Koopmans' value of the 4p3/2 removal energy lies within 0.6 % of the table value in every row of the 36-electron sequence, and it costs nothing beyond the Dirac-Hartree-Fock run. Adding relaxation alone (ΔSCF) makes it about 1 eV too low. The second-order self-energy brings the three measured rows, Kr, Rb+ and Sr2+, to between 0.04 and 0.11 eV of experiment, and the screened self-energy with Breit and QED brings them to about 0.03 eV. From Zr4+ on no table value is measured, and errors of a few tenths of an eV cannot be assigned to the method or to the reference.

B-spline many-body code 1, no-pair Dirac-Coulomb: removal of a 4p3/2 electron from closed-shell atoms and ions with configuration [Ar] 3d10 4s2 4p6, by Dirac-Hartree-Fock plus a diagonal self-energy. Each self-energy shift is relative to the Koopmans value; the final value is the Koopmans value plus the TDHF-screened shift and the Breit and QED parts.

```
species   Z  charge (e)  Koopmans value (4p3/2) (eV)  ΔSCF less Koopmans (4p3/2) (eV)  second-order shift (4p3/2) (eV)  shift, TDHF screening (4p3/2) (eV)  Breit part (4p3/2) (eV)  QED part (4p3/2) (eV)  table value (eV)  kind of table value  final less table (eV)
     Kr  36           0                       13.996                         -0.98492                          0.04302                             0.03088               -0.0013808              0.0020173         13.999605             measured                  0.028
    Rb+  37           1                       27.147                         -0.88088                           0.2292                              0.1759               -0.0057531              0.0024333          27.28954             measured                  0.030
   Sr2+  38           2                       42.636                         -0.81611                           0.3549                              0.2812                -0.011354              0.0027494          42.88353             measured                  0.025
   Zr4+  40           4                       79.963                         -0.74035                           0.5272                              0.4332                -0.026331              0.0031708            80.348       semi empirical                  0.025
   Nb5+  41           5                       101.62                         -0.71690                           0.5924                              0.4922                -0.035793              0.0032806           102.069       semi empirical                  0.010
   Mo6+  42           6                       125.20                         -0.69910                           0.6491                              0.5439                -0.046644              0.0033169           125.638       semi empirical                  0.062
   Tc7+  43           7                       150.66                         -0.68535                           0.6997                              0.5900                -0.058942              0.0032716               150     tabulated theory                  1.199
   Ru8+  44           8                       177.99                         -0.67461                           0.7454                              0.6318                -0.072747              0.0031349            178.41       semi empirical                  0.142
   Rh9+  45           9                       207.15                         -0.66613                           0.7874                              0.6702                -0.088120              0.0028965            207.51       semi empirical                  0.230
  Pd10+  46          10                       238.14                         -0.65940                           0.8264                              0.7057                 -0.10512              0.0025445            238.57       semi empirical                  0.177
  Ag11+  47          11                       270.94                         -0.65405                           0.8629                              0.7390                 -0.12382              0.0020668            271.46       semi empirical                  0.102
```

The Koopmans value K is minus the orbital energy of the closed shell. The column ΔSCF less Koopmans, called R here, is the change when the ion's orbitals are reoptimised. The two shifts are alternative self-energy corrections to K, one at second order and one with the direct term screened by time-dependent Hartree-Fock (TDHF) response. The final removal energy, equal to the table value plus the last column, is

E = K + TDHF shift + Breit + QED

and the columns satisfy this sum to 0.005 eV, the rounding of K. The self-energy already contains relaxation, so R is never added to a shift. Every row removes a 4p3/2 electron from 4p6. In the five rows Kr, Sr2+, Mo6+, Rh9+ and Ag11+ the same runs give pole strengths rising from 0.927 to 0.982, so a single-hole state dominates and a diagonal self-energy linearised in energy is a reasonable description.

Koopmans' theorem omits two effects of opposite sign. The remaining electrons contract around the hole, which lowers the ion's energy and the removal energy; this is R. The departing electron also takes its pair correlation with it, which raises the removal energy. A rough measure of the second part is

C = TDHF shift − R

rough because R is summed to all orders while the self-energy holds relaxation only at its own order, and because C also collects the non-spherical response to the hole, which a spherically averaged R lacks and which lowers the removal energy. C is a net remainder, not pair correlation alone. For Kr, R = −0.985 eV and C = 1.016 eV, which leaves a shift of 0.031 eV. Koopmans misses the measured value by only −0.004 eV, and the final level, at +0.028 eV, is worse. This is a cancellation in one row: for Rb+ and Sr2+ Koopmans is low by 0.143 and 0.248 eV. ΔSCF keeps one partner of the cancellation and drops the other, so it is low by 0.99 to 1.17 eV in all rows except Tc7+, whose reference is discussed below. For Kr that is 7 % of the removal energy.

The cancellation fails with rising charge because both parts move the same way. From Kr to Ag11+ the TDHF shift grows by 0.708 eV, of which 0.331 eV comes from weaker relaxation and 0.377 eV from larger C. Scaling theory argues why. Define an effective charge from the hydrogenic formula with n = 4 and Ry = 13.606 eV:

ζ = 4 √(K / Ry)

It runs from 4.06 to 17.85 and contains no fitted screening. A second-order term is a squared Coulomb integral over an excitation energy. Lengths scale as 1/ζ, so the integral scales as ζ and its square as ζ². An excitation that changes n costs an energy proportional to ζ², and the term tends to a constant with corrections in 1/ζ. An excitation inside n = 4, from 4s or 4p to 4d or 4f, costs nothing in a pure Coulomb field; its cost comes from electron repulsion and scales as ζ, so the term grows as ζ²/ζ = ζ. Relaxation around a spherically averaged hole mixes each orbital only with orbitals of the same symmetry, 4p with 5p for instance, and these always differ in n, so R should level off. The terms in C can use the empty 4d and 4f subshells. The pair correlation of the departing electron does so with a positive sign. The non-spherical response to the hole (4s to 4d, 4p to 4f) does so with a negative sign, and C keeps the difference, which should grow as ζ. C also holds correlation with the core, 3d included, whose excitations change n and which may still be rising towards its limit in these rows.

The light two- and four-electron ions are the simple analogue. The correlation energy of helium-like 1s² tends to a constant along the sequence, while that of beryllium-like 2s² grows about linearly with Z because 2s² mixes with 2p² in the same shell. R behaves like the first case; C mixes the two, with a beryllium-like part from excitations inside n = 4. The analogy covers the scaling only: beryllium-like mixing is a strong two-configuration effect, whereas here many weak excitations contribute, and one ζ stands for subshells that are screened very differently.

Two three-parameter forms were fitted by unweighted least squares to all eleven rows, a growing one, a + bζ + c/ζ, and a saturating one, a + b/ζ + c/ζ². For C the growing form leaves an rms residual of 0.0024 eV and the saturating form 0.015 eV, with a systematic bend. For R the two do about equally well, 0.0045 and 0.0030 eV, and the linear coefficient is 0.002 eV against 0.027 eV for C. The numbers thus show that over these rows C grows nearly linearly in ζ and R flattens. They do not show that C grows without limit: its slope falls from 0.029 eV between Sr2+ and Zr4+ to 0.025 eV between Pd10+ and Ag11+, and the ranking of the two forms holds for the variable ζ only, since over so short a range of Z a quadratic in 1/Z can follow any gentle curve. Nor do they separate the n = 4 excitations from correlation with the core. The 4p1/2 hole of the same runs gives C = 1.025 eV for Kr and 1.370 eV for Ag11+, against 1.016 and 1.393 eV for 4p3/2, so the dependence on j is a small part of the slope. All four rms residuals far exceed the rounding of the shifts, the constants trade against each other, and no limiting value should be read from them.

Ru8+, a row inside both fits, serves as a worked case, in eV:

ζ = 4 √(177.99 / 13.606) = 14.47
C = 0.917 + 0.0270 × 14.47 − 0.057 / 14.47 = 1.304
R = −0.529 − 2.233 / 14.47 + 1.518 / 14.47² = −0.676
shift = 1.304 − 0.676 = 0.628

The table has 0.632 eV. With Breit plus QED of −0.070 eV the estimate is 177.99 + 0.628 − 0.070 = 178.55 eV, equal to the final value 178.41 + 0.142. For the next ion beyond Ag11+ the same reasoning gives a shift larger by 0.03 to 0.04 eV, most of it from C, while K rises by more than 30 eV. From Sr2+ on the shift therefore grows in eV but shrinks as a share of the total, and the relative error of Koopmans peaks at Sr2+ (−0.58 % of the table value).

Second order lies above the table value in every row, and TDHF screening lowers the shift in every row, by 0.012 eV for Kr up to 0.124 eV for Ag11+. Against the second-order shift less R this is 0.012/1.028, about 1 %, and 0.124/1.517, about 8 %: a modest higher-order correction to large parts, yet decisive at the 0.03 eV level. With Breit and QED added to both, the mean absolute error on the measured rows falls from 0.074 to 0.028 eV, although Kr gains little.

The form of the screening matters as much as its presence. Screening the direct term without the hole-particle interaction gives a Kr shift of 0.326 eV in the same runs and, with Breit and QED, errors of +0.323 eV for Kr and +0.205 eV for Sr2+, worse than plain second order; for Mo6+, Rh9+ and Ag11+ it is somewhat better than second order. Theory argues that the attraction between an excited electron and its hole lowers excitation energies and restores polarisability, most strongly in the soft neutral atom. The form that adds this interaction short of full TDHF comes closer to the table than the final level in all five of these rows, +0.001 against +0.025 eV for Sr2+. Only two of the five have measured references, too few to rank the two forms. The final form was chosen after comparison with 13 atoms, so agreement on members of that set is no blind test.

The Breit part, the magnetic and retarded interaction between electrons, lowers the removal energy and grows as ζ to the power 2.5 (straight-line fit of the logarithms, eight rows from Zr4+). It first exceeds 0.03 eV at Nb5+ and equals the screening step, −0.124 eV, at Ag11+, where screening without Breit makes only half of the correction to second order. QED stays below 0.004 eV in all rows, as suits a p3/2 orbital with little density at the nucleus. Spin-orbit coupling outweighs both. The runs give Koopmans values of 14.735 eV (4p1/2) and 13.996 eV for Kr, and 277.61 and 270.94 eV for Ag11+. A 4p level averaged with weights 2 and 4 lies a third of the splitting above 4p3/2, that is 0.25 and 2.2 eV, more than the TDHF shift in both rows, so every level named here must resolve j.

The remaining +0.025 to +0.030 eV on the measured rows has no tested cause; higher orders or basis incompleteness are guesses. Recoil is left out, but the electron-to-nucleus mass ratio puts it at the order of 10⁻⁴ eV there. The 1.199 eV at Tc7+ points to the reference, a theoretical value printed as 150. The computed steps Mo–Tc–Ru are 25.50 and 27.35 eV and the tabulated ones 24.36 and 28.41 eV; a least-squares cubic in Z through the seven semi-empirical values gives 151.08 eV, close to the computed 151.20 eV. The semi-empirical rows are harder to judge. Their scatter about that cubic, 0.016 eV rms against 0.003 eV for the computed values (each about half as large again once the four fitted constants are allowed for), is too small to explain errors that climb from 0.010 eV at Nb5+ to 0.230 eV at Rh9+ and fall to 0.102 eV at Ag11+. A cubic on seven points absorbs such a hump, and no computed component shows one of that size, but the numbers cannot say whether the smooth part of the difference belongs to the calculation or to the reference.

For 1 % accuracy Koopmans suffices in all rows. ΔSCF costs a second, open-shell self-consistent run and is worse except at Tc7+. About 0.1 eV needs a self-energy: the largest sum in second order runs over one occupied and two virtual orbitals and their partial waves, and this level reaches that accuracy for Kr and Rb+, barely for Sr2+ (0.107 eV, or 0.099 eV with Breit and QED), and in no semi-empirical row. About 0.03 eV needs screening with the hole-particle interaction, which adds a response problem over all occupied-virtual pairs for each multipole and is by scaling the dearest step, together with Breit from about Zr4+ on. That accuracy is demonstrated up to Sr2+; beyond it the final level agrees with the semi-empirical values to 0.11 % or better.
